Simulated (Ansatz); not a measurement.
# Surface energy of W(110) and W(100) from the energies of unrelaxed PBE slabs of 5 to 13 layers

I have to decide whether a handful of thin slabs is enough to fix the surface energy of tungsten, or whether thicker and dearer ones must be run. The number matters for field-emitter tips and for thin metal lines, where the relative cost of the faces helps to set which facets a crystal shows and how a film wets its support. What I calculate is the energy of a slab with two equal faces, measured against the same number of atoms in the bulk, with the bulk energy taken from the slope of the slab energies themselves. The test is whether a straight line through the (110) slabs also gives the energy of a thickness that was left out of it.

## Method

Ansatz 0.2.0, plane-wave Kohn-Sham DFT with its default PAW datasets at a cutoff of 420 eV. Symmetric 1×1 slabs of 5 to 13 layers are cut at the tabulated measured lattice constant with atoms at bulk places and 18 Å of vacuum. In-plane k-spacing 0.15 Å⁻¹ (2π included), Fermi-Dirac smearing of 0.1 eV, dipole correction on. Spin-paired. Scalar-relativistic, no spin-orbit coupling. PBE; the crystal is bcc. The mesh is the same for all thicknesses of a face. Energies are extrapolated to zero smearing, and 10384.8 eV per atom is added to keep the numbers short, which leaves the intercept unchanged. E(N) = N·e + 2·A·γ holds once the two faces no longer feel each other.

- layers: number of atomic layers, one atom each.
- area (Å²): area of the 1×1 cell.
- energy (eV): energy of the slab's 1×1 cell plus 10384.8 eV per atom.

## Table of results

```
member     face   layers  area (Å²)  energy (eV)
5 layers   (110)  5       7.061      2.8084
6 layers   (110)  6       7.061      ?
8 layers   (110)  8       7.061      2.7432
10 layers  (110)  10      7.061      2.7105
13 layers  (110)  13      7.061      2.6589
6 layers   (100)  6       9.986      ?
8 layers   (100)  8       9.986      5.1232
10 layers  (100)  10      9.986      5.0748
13 layers  (100)  13      9.986      5.0244
```

Cells marked ? are withheld until the estimate has been made.

## Reading the trend

The tabled energy of the (110) slab falls at each step from 5 to 13 layers. The sign of that fall has no physical meaning, because it depends on the constant added per atom; what matters is how even the fall is. A least-squares line through the four shown slabs has a slope of (4 × (2.6589 − 2.8084) + 2.7105 − 2.7432) / 34 = −0.01855 eV per layer, where 34 is the sum of the squared distances from the mean thickness of 9 layers. At that thickness it passes through the mean energy, (2.8084 + 2.7432 + 2.7105 + 2.6589) / 4 = 2.7303 eV. The surface excess is then 2.7303 + 9 × 0.01855 = 2.897 eV for two faces, and 2.897 / (2 × 7.061) = 0.2052 eV/Å². With 1 eV/Å² = 16.02 J/m² this is 0.2052 × 16.02 = 3.29 J/m². Relaxing the atoms could only lower this value.

The fall is not quite even. It is (2.8084 − 2.7432) / 3 = 0.0217 eV per layer from 5 to 8 layers, but (2.7105 − 2.6589) / 3 = 0.0172 eV per layer from 10 to 13. Electrons confined between two faces have discrete levels across the slab, and the filling of these levels changes with thickness, so that the energy swings about the line. In the thinnest slab the two faces may also still feel each other.

For (100) I use the same bulk slope, since both faces belong to one crystal. The 10-layer slab gives (5.0748 + 10 × 0.01855) / (2 × 9.986) = 0.2634 eV/Å², or 0.2634 × 16.02 = 4.22 J/m². The ratio to the (110) value is 0.2634 / 0.2052 = 1.28. Bond counting gives the same order: per surface cell, (100) cuts four nearest-neighbour bonds and (110) only two, while both cut two second-neighbour bonds. The larger cell of (100) then dilutes the difference per area.

Every run warned of a rough exchange-correlation potential where the density is thin. An error from this that is the same for all slabs of a face would enter the surface energy and leave the slope alone.

## An estimate before looking

Plain estimates from the members shown:

- 6 layers ((110)), straight-line interpolation between 5 layers and 8 layers: w = (6 − 5) / (8 − 5) = 0.333, so 2.8084 + 0.333 × (2.7432 − 2.8084) = 2.7867 eV

For 6 layers I trust the line through all four (110) slabs more than the interpolation between 5 and 8 layers. The interpolation takes over the full swing of its two end points, of which the first lies about 0.004 eV above the line and the second about 0.006 eV below it, whereas the line averages over four thicknesses. It gives 2.7303 + 3 × 0.01855 = 2.7859 eV, only 0.0008 eV below the interpolated 2.7867 eV.

I tried the route on the 8-layer slab. A line through 5, 10 and 13 layers puts it about 0.008 eV above the tabled 2.7432 eV.

I add no shift for confinement, because four unevenly spaced thicknesses do not fix the period and phase of the swing.

The error bar follows from the scatter of the four slabs about their line, which is roughly 0.0053 eV (root of the summed squared misses over two degrees of freedom). For a new point three layers from the mean it grows to 0.0053 × √(1 + 1/4 + 9/34) = 0.0065 eV. With so few degrees of freedom, a band that holds two results in three must be wider by a factor of about 1.3, which makes it 0.009 eV after rounding up.

**Committed estimate, 6 layers ((110)): energy = 2.786 ± 0.009 eV.**

## Outcome

```
member    face   layers  area (Å²)  energy (eV)
6 layers  (110)  6       7.061      2.7735
6 layers  (100)  6       9.986      5.1448
```

```
member            estimate       energy (eV)  computed  estimate − computed  miss in error bars
6 layers ((110))  committed      2.7860       2.7735    +0.0125              1.4
6 layers ((110))  interpolation  2.7867       2.7735    +0.0132
```

The 6-layer slab came out at 2.7735 eV, so my 2.786 eV was 0.0125 eV too high and lies outside its error bar, by a factor of 1.4. The interpolation missed by 0.0132 eV, which is no real difference.

My argument that four thicknesses would average out the swings failed. The 5-layer slab stands at the end of the line and lifts it most just where I needed it, and the interpolation leans on the same slab. The trial on 8 layers had already erred in the same direction, and I should have taken that as a hint. A line through 8, 10 and 13 layers alone misses the 6-layer energy by only about 0.004 eV, though I make that choice in hindsight.

The linear law itself is not damaged. The result fits the suspicion that at 5 layers the two faces still act on each other through the confined electrons.

## Departures from the trend

Two slabs stand out, each judged against a line through the other slabs of its face.

The 5-layer (110) slab lies 0.017 eV above the line through 6, 8, 10 and 13 layers, while those four keep within 0.0014 eV of it. Interaction of the two faces is a plausible reason. In a metal it can have either sign, because it depends on how the levels across the slab are filled. The table does not prove it, and an error of the in-plane mesh could also contribute.

The 8-layer (100) slab lies 0.013 eV above the line through 6, 10 and 13 layers. Thinness alone cannot be the reason here, since the 6-layer slab is thinner. A swing from confinement is possible, and so is an error of the in-plane mesh, which samples a different set of levels at each thickness even when its points stay the same. With only four (100) slabs, part of this departure may also belong to the 6-layer slab, which pulls strongly on the line.

The warning about the exchange-correlation potential came with every slab, so it gives no reason to single out these two.

## Rules of thumb and their limits

A straight line describes (110) from 5 to 13 layers and (100) from 6 to 13. When each slab is predicted from a line through the others of its face, the root-mean-square miss is about 0.010 eV. The scatter of the tabled energies about their mean is no fair yardstick for this, because it changes with the constant added per atom; the miss about the line does not.

With all five slabs, the line for (110) gives a surface energy of about 3.3 J/m², and leaving out the 5-layer slab lowers it by only about 0.02 J/m². For (100) the line through all four slabs gives about 4.2 J/m². Thin slabs therefore suffice if a few hundredths of a J/m² do not matter, and I would start the (110) line at 6 layers.

Relaxation, left out here, lowers the surface energy and may well outweigh that error on the open (100) face, where the reconstruction known from cold W(100) lowers it further.

[Logs are printed without paths, hosts, clocks, repeated set-up lines and the standing remarks that a program may print on its own settings, such as how far it seeks lower states.]

[On method and selection: Runs that did not converge, have known faults or may not be shown are not listed, and runs on Ansatz's PAW sets soft_1 and soft_2 are kept to separate tables. The two faces with the smallest area per atom are listed, of up to three that were run. Runs in which the search for lower states was switched off are not listed. Work functions and vacuum levels are read from the electrostatic potential (Hartree and local ionic parts), which a warning of a rough exchange-correlation potential in thin density does not concern. Where the table has no 7-layer slab, one was as a rule run in another session of the same face and is not part of the fit. Slabs under five layers (six on open faces) were run too and are not listed, as too thin for the line. The zero of the energy column is arbitrary, so only the intercept and the misses about the line carry meaning. The default PAW datasets of this version of Ansatz are the set soft_2. Slabs of W run and not listed: (100) at 1, 2, 3, 4, 5 and 7 layers; (110) at 1, 2, 3, 4 and 7 layers. Those under five or six layers are too thin for the line, the 7- or 11-layer ones come from another session, and the table stops at six a face.]
